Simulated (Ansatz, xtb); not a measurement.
**Two isomers of AlFH4OSi**

Structure I: `[F][AlH][O][SiH3]`, a singlet. Structure II: `F[SiH2][O][AlH2]`, a singlet. Both are isolated molecules in the gas phase, relaxed with PBE-D3(BJ)/def2-SVP; the shapes shown needn't be the lowest conformers.

I (Å):

```yaml
atoms:
  - { symbol: Al, position_ang: [-0.4318, -0.5836, -1.2861] }
  - { symbol: F, position_ang: [-2.0560, -0.1817, -1.3622] }
  - { symbol: O, position_ang: [0.3098, -0.7394, 0.2350] }
  - { symbol: Si, position_ang: [0.6037, -0.7840, 1.8750] }
  - { symbol: H, position_ang: [0.3713, -0.8077, -2.6226] }
  - { symbol: H, position_ang: [-0.6353, -0.4326, 2.6545] }
  - { symbol: H, position_ang: [1.6893, 0.1993, 2.2180] }
  - { symbol: H, position_ang: [1.0508, -2.1653, 2.2687] }
```

II (Å):

```yaml
atoms:
  - { symbol: Al, position_ang: [-0.1148, -1.4350, 1.4186] }
  - { symbol: F, position_ang: [-0.1360, 2.5435, 0.9864] }
  - { symbol: O, position_ang: [0.7750, 0.0263, 1.2240] }
  - { symbol: Si, position_ang: [1.2047, 1.6056, 1.0336] }
  - { symbol: H, position_ang: [1.9184, 1.7828, -0.2712] }
  - { symbol: H, position_ang: [2.0206, 2.0538, 2.2068] }
  - { symbol: H, position_ang: [-1.7037, -1.3527, 1.4697] }
  - { symbol: H, position_ang: [0.7421, -2.7705, 1.5327] }
```

Task: Which of the two would you expect CCSD(T)/def2-TZVP electronic energies to favour?

Result: Structure I; the calculation gives E(II) − E(I) = +8.9 kcal/mol.

Level by level:

| level | geometry | E(II) − E(I) (kcal/mol) | departure from the last row (kcal/mol) | job, with rough time for the two |
| --- | --- | --- | --- | --- |
| GFN2-xTB | GFN2-xTB | +12.6 | +3.7 | optimisation, 0.17 s |
| HF/STO-3G | GFN2-xTB | +14.2 | +5.3 | single point, 0.24 s |
| r2SCAN-D4/def2-SVP | GFN2-xTB | +10.6 | +1.7 | single point, 2.9 s |
| PBE-D3(BJ)/def2-SVP | PBE-D3(BJ)/def2-SVP | +10.6 | +1.7 | optimisation, 85 s |
| HF/def2-TZVP | PBE-D3(BJ)/def2-SVP | +7.6 | −1.3 | part of the CCSD(T) run |
| MP2/def2-TZVP | PBE-D3(BJ)/def2-SVP | +9.2 | +0.4 | part of the CCSD(T) run |
| CCSD(T)/def2-TZVP | PBE-D3(BJ)/def2-SVP | +8.9 |  | single point, 49 s |

As drawn, II has 1 F–Si, 1 Al–H in place of 1 Al–F, 1 Si–H.

None of the levels shown reverses the order. The largest departure from CCSD(T)/def2-TZVP is that of HF/STO-3G, 5.3 kcal/mol.

With harmonic frequencies from PBE-D3(BJ)/def2-SVP (ideal gas, rigid rotor, one conformer each, 298.15 K, 1 atm): on the last row, ΔE + ΔZPE = +8.4 kcal/mol. A mode under 50 cm⁻¹ makes harmonic enthalpies and free energies unreliable, so none is given.

The correlated steps freeze 12 core orbitals. Run with Ansatz 0.2.0, xtb 6.7.1; the last row on 2 threads of Arm Neoverse V1 on a shared host.

The two isomers share the Al–O–Si link and differ in an exchange of fluorine and hydrogen between aluminium and silicon, so the energy gap measures the preference for Al–F plus Si–H over Si–F plus Al–H. Aluminium is the more electropositive centre and gives the more polar bond to fluorine. Its formally empty p orbital can also accept lone-pair density from fluorine, while hydrogen has none to offer. Silicon, in turn, holds hydrogen more strongly than aluminium does, so both halves of the exchange probably favour I.

In each isomer the fluorinated centre has the shorter bond to oxygen than the same element has in the other isomer, consistent with fluorine making its host more electron-poor. Hartree–Fock in the larger basis already recovers most of the +8.9 kcal/mol, so the preference is largely present at the mean-field level, with correlation reinforcing it modestly. The ordering need not carry over to condensed phases, where three-coordinate aluminium tends to aggregate through fluorine, oxygen or hydrogen bridges.
